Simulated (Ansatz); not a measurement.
**Swapping CH3 for F on Sc: the HOMO–LUMO gap**

Gas-phase molecules. On one Sc centre, n of the CH3 ligands are replaced by F. The HOMO–LUMO gap y in eV at wB97M-V/def2-TZVPP. Shapes: PBE0-D4/def2-TZVP. Programs: Ansatz 0.2.0.

| molecule | n | y (eV) |
| --- | --- | --- |
| Sc(CH3)3 | 0 | 8.68 |
| Sc(CH3)2F | 1 | ? |
| Sc(CH3)F2 | 2 | 9.04 |
| ScF3 | 3 | 12.72 |

Question: Fit y = c + s·n to the known rows and predict Sc(CH3)2F.

Answer: 
1. Means of the 3 rows: n = 1.66667, y = 10.147.
2. Σ(Δn)² = 4.6667, Σ(Δn·Δy) = 5.5067, so the slope is 5.5067/4.6667 = 1.18.
3. Intercept: 10.147 − (1.18) × 1.66667 = 8.180. The largest residual of the fit is 1.50.
4. Sc(CH3)2F: 8.180 + (1.18) × 1 = 9.36 eV.

The run gave 8.77 eV, so the prediction is off by +0.59 eV, within the largest residual. The step per swap drifts from +0.09 to +3.68 eV. Other levels give for Sc(CH3)2F: PBE-D4/def2-TZVPP 2.58; BHLYP-D4/def2-TZVPP 6.82 eV. Orbital gaps aren't excitation energies, and the LUMO depends on the basis. At 6 other levels on record the series doesn't rise at every step.

The gap behaves more like a switch than a slope: it barely moves while any methyl group remains, then jumps by 3.68 eV when the last one is replaced. The likely reason is a change in the character of the HOMO. Scandium(III) is formally d0, so the occupied frontier levels belong to the ligands and the low-lying empty valence levels are largely metal 3d and 4s. A single Sc–C σ bond is enough to supply a high-lying occupied orbital. Only in ScF3 must the HOMO come from fluorine 2p lone pairs, which are held much more tightly because of fluorine's high electronegativity.

A straight line spreads this final jump over all the swaps and so overestimates the gap of Sc(CH3)2F. Its agreement within the largest residual reflects a loose fit and doesn't support additive ligand contributions. The small differences among the methyl-containing molecules don't establish a robust order. Gaps alone also can't show how much of the final jump comes from a lower HOMO and how much from a shifted LUMO.
